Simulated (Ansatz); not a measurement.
## A series in volume scale on Al

All results are calculated (Ansatz 0.2.0). Periodic Kohn-Sham DFT of a crystal at fixed atoms, scaled to volume_scale times the given cell; pressure positive in compression, energy less spherical unpolarised free atoms, largest_vzz the field gradient of largest size among the nuclei.

The cell before it is scaled or strained (space group Fm-3m, No. 225):
```
CELL_PARAMETERS angstrom
0.00000 2.02400 2.02400
2.02400 0.00000 2.02400
2.02400 2.02400 0.00000
ATOMIC_POSITIONS crystal
Al 0.00000 0.00000 0.00000
```

Settings of every row: method all-electron LAPW; functional PBEsol; relativity scalar; k mesh 14x14x14; filling fermi-dirac; smearing width 0.05 eV; basis error target 1 meV/atom; nucleus gaussian.

Atom start moment: 0 on all atoms.

| row | volume scale | V (Å³/atom) | energy less free atoms (eV/atom) | pressure (GPa) |
| --- | --- | --- | --- | --- |
| 1 | 0.94 | 15.588 | -4.0793 | 3.063 |
| 2 | 0.96 | 15.92 | -4.0836 | 1.153 |
| 3 | 0.98 | 16.251 | ? | ? |
| 4 | 0.99 | 16.417 | -4.0832 | -1.351 |
| 5 | 1 | 16.582 | -4.0814 | -2.097 |
| 6 | 1.01 | 16.749 | -4.0788 | -2.801 |
| 7 | 1.02 | 16.915 | -4.0756 | -3.462 |
| 8 | 1.04 | 17.246 | -4.0671 | -4.66 |
| 9 | 1.06 | 17.578 | -4.0564 | -5.709 |

Question: what energy less free atoms and pressure should row 3 give?

Worked fit of energy less free atoms. Take u = (V_r/V)^(2/3) − 1 with V_r = 16.666 Å³ an atom, which is twice the finite (Eulerian) strain; such expansions in the strain, on which the Birch-Murnaghan equation of state is built, carry the rest volume and the bulk modulus. The shown rows have u = 0.04559, 0.031, 0.01009, 0.00337, -0.00331, -0.00984, -0.02255, -0.03489. Least squares give energy less free atoms = −4.0802 − 0.3794 × u + 8.735 × u² eV/atom; a straight line predicts inner rows, each left out in turn, worse (root mean square 0.0046 against 7.4e-05 eV/atom). The rows lie off it by 0.0000, 0.0000, -0.0001, 0.0000, 0.0000, 0.0000, 0.0001, -0.0001. Its lowest point lies at u = 0.0217, or V = 16.14 Å³ an atom, and the curvature there gives the bulk modulus at fixed shape and fractions, B = (4/9)(1 + u)² E″(u)/V = 80.5 GPa. The withheld row has u = 0.01695, so the fit gives −4.0802 − 0.3794 × (0.01695) + 8.735 × (0.01695)² = -4.0841 eV/atom.

The calculation gave -4.0842 eV/atom. The fit lies 0.0001 eV/atom (0.36 % of the column's range) above it, one unit of the last digit.

Worked fit of pressure. Take u = (V_r/V)^(2/3) − 1 with V_r = 16.666 Å³ an atom, which is twice the finite (Eulerian) strain; such expansions in the strain, on which the Birch-Murnaghan equation of state is built, carry the rest volume and the bulk modulus. The shown rows have u = 0.04559, 0.031, 0.01009, 0.00337, -0.00331, -0.00984, -0.02255, -0.03489. Least squares give pressure = −2.455 + 105.873 × u + 349.21 × u² − 360 × u³ GPa; a parabola predicts inner rows, each left out in turn, worse (root mean square 0.0059 against 0.002 GPa). The rows lie off it by 0.000, 0.001, 0.001, -0.003, 0.001, 0.001, 0.001, 0.000. The pressure vanishes at u = 0.0217, or V = 16.14 Å³ an atom, and there the bulk modulus at fixed shape and fractions is B = −V dP/dV = (2/3)(1 + u) dP/du = 82.1 GPa. The withheld row has u = 0.01695, so the fit gives −2.455 + 105.873 × (0.01695) + 349.21 × (0.01695)² − 360 × (0.01695)³ = -0.562 GPa.

The calculation gave -0.561 GPa. The fit lies 0.001 GPa (0.011 % of the column's range) below it, one unit of the last digit.
